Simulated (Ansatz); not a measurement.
**Ligand exchange: GeH3(CH3) + HfCl4 → GeH3Cl + Hf(CH3)Cl3**

Species: GeH3(CH3) (methyl germane), singlet; HfCl4 (hafnium tetrachloride) `[Cl][Hf]([Cl])([Cl])[Cl]`, singlet; GeH3Cl (chlorogermane) `[Cl][GeH3]`, singlet; Hf(CH3)Cl3, singlet. The partners trade CH3 for Cl: Ge–CH3 and Hf–Cl bonds give way to Ge–Cl and Hf–CH3.

Shapes, held fixed at every level: PBE0-D4/def2-TZVP. Programs: Ansatz 0.2.0. The zero-point and thermal change to 298 K, harmonic and unscaled (PBE0-D4/def2-TZVP), is -4.3 kJ/mol.

Task: Estimate ΔH(298 K) of this reaction.

Result: The highest level, CCSD(T)/def2-TZVPP, gives ΔH(298 K) = +108.8 kJ/mol; the levels span +101.7 to +114.2. The column of differences is taken from that level and isn't an error. No measured value is set beside it here. For atoms past krypton def2 sets carry core potentials with scalar relativity. Relativity is left out for Ge unless named. Correlated rows may include outer-core shells of Ge, Hf, which these sets cover unevenly.

```json
{"level": "HF/def2-TZVPP", "kind": "Hartree–Fock", "ΔH(298 K) (kJ/mol)": "+101.7", "less CCSD(T)/def2-TZVPP": "-7.1"}
{"level": "BHLYP-D4/def2-TZVPP", "kind": "global hybrid", "ΔH(298 K) (kJ/mol)": "+104.8", "less CCSD(T)/def2-TZVPP": "-4.0"}
{"level": "wB97M-V/def2-TZVPP", "kind": "range-separated hybrid", "ΔH(298 K) (kJ/mol)": "+103.9", "less CCSD(T)/def2-TZVPP": "-4.9"}
{"level": "B2PLYP/def2-TZVPP", "kind": "double hybrid", "ΔH(298 K) (kJ/mol)": "+108.1", "less CCSD(T)/def2-TZVPP": "-0.7"}
{"level": "MP2/def2-TZVPP", "kind": "perturbation theory", "ΔH(298 K) (kJ/mol)": "+112.4", "less CCSD(T)/def2-TZVPP": "+3.6"}
{"level": "CCSD(T)/def2-SVP", "kind": "coupled cluster or CI", "ΔH(298 K) (kJ/mol)": "+114.2", "less CCSD(T)/def2-TZVPP": "+5.4"}
{"level": "CCSD/def2-SVP", "kind": "coupled cluster or CI", "ΔH(298 K) (kJ/mol)": "+111.0", "less CCSD(T)/def2-TZVPP": "+2.2"}
{"level": "CCSD(T)/def2-TZVPP", "kind": "coupled cluster or CI", "ΔH(298 K) (kJ/mol)": "+108.8", "less CCSD(T)/def2-TZVPP": "0.0"}
```

Methyl transfer from germanium to hafnium is strongly endothermic at every level, with +108.8 kJ/mol at the highest. The main reason is the strength of the Hf–Cl bond: hafnium(IV) is hard and electropositive, and chloride offers both a very polar σ bond and lone-pair donation into empty 5d orbitals. Methyl has no such lone pairs, and the new Ge–Cl bond, though polar, repays only part of the loss. In reverse, Hf(CH3)Cl3 should be a thermodynamically capable methylating agent towards chlorogermane.

Hartree–Fock gives the lowest value and MP2 in the same basis a clearly higher one, so correlation favours the reactants, probably through the electron-rich Hf–Cl bonding. In the smaller basis, triples raise the enthalpy, while enlarging the basis lowers the CCSD(T) value by more. The closeness of CCSD/def2-SVP to the highest level therefore reflects partly cancelling errors. The sign is secure, but the last few kJ/mol are not. With solid HfCl4, the lattice energy would make the forward exchange harder still.
